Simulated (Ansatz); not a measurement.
# Ba2IrO4: pressure against volume scale

Free energy against uniform scaling of the volume at fixed shape and fractions; periodic cell, basis, potentials, k mesh and filling as listed. The results are calculated, by Ansatz 0.2.0.

The cell before it is scaled or strained (space group I4/mmm, No. 139):
```
CELL_PARAMETERS angstrom
-2.01650 2.01650 6.71840
2.01650 -2.01650 6.71840
2.01650 2.01650 -6.71840
ATOMIC_POSITIONS crystal
Ba 0.35491 0.35491 0.00000
Ba 0.64509 0.64509 0.00000
Ir 0.00000 0.00000 0.00000
O 0.50000 0.00000 0.50000
O 0.15421 0.15421 0.00000
O 0.84579 0.84579 0.00000
O 0.00000 0.50000 0.50000
```

Settings of every row: functional LDA; dispersion none; potentials PAW; wave cutoff 510 eV; density cutoff 2040 eV; k mesh 9x9x9; k shift 0x0x0; occupations fermi dirac; smearing width 0.1 eV; spin none.

Limits: coarse k mesh, up to 40 meV an atom off; odd electron count without spin; no spin-orbit coupling, which can matter with elements this heavy; the cell comes from a prototype or a list of computed structures and needn't be the stable phase.

```
row  volume scale  V (Å³/atom)  pressure (GPa)  energy above lowest point (meV/atom)
  1           0.9        14.05            6.62                                    10
  2         0.925        14.44               ?                                     ?
  3          0.95        14.83           -2.46                                     1
  4         0.975        15.22           -6.05                                  11.5
  5             1       15.611           -9.11                                  30.1
  6         1.025       16.001          -11.73                                  55.5
  7          1.05       16.391          -13.96                                  86.9
  8         1.075       16.782          -15.86                                 123.3
  9           1.1       17.172          -17.46                                 163.9
```

Question: what pressure should row 2 give?

Worked fit of pressure. Take u = (V_r/V)^(2/3) − 1 with V_r = 15.806 Å³ an atom, which is twice the finite (Eulerian) strain; such expansions in the strain, on which the Birch-Murnaghan equation of state is built, carry the rest volume and the bulk modulus. The shown rows have u = 0.08168, 0.04341, 0.02551, 0.00831, -0.00814, -0.02394, -0.03916, -0.05376. Least squares give pressure = −10.475 + 158.78 × u + 568.8 × u² + 606 × u³ GPa; a parabola predicts inner rows, each left out in turn, worse (root mean square 0.047 against 0.0053 GPa). The rows lie off it by 0.00, 0.00, -0.01, 0.01, 0.00, 0.00, 0.00, 0.00. The pressure vanishes at u = 0.0546, or V = 14.59 Å³ an atom, and there the bulk modulus at fixed shape and fractions is B = −V dP/dV = (2/3)(1 + u) dP/du = 159 GPa. Letting shape and atoms relax would as a rule lower it, by much in layered, chain or molecular crystals. The withheld row has u = 0.06211, so the fit gives −10.475 + 158.78 × (0.06211) + 568.8 × (0.06211)² + 606 × (0.06211)³ = 1.73 GPa.

The calculation gave 1.72 GPa. The fit lies 0.01 GPa (0.042 % of the column's range) above it, one unit of the last digit.

The other values of row 2: energy above lowest point 0 meV/atom.
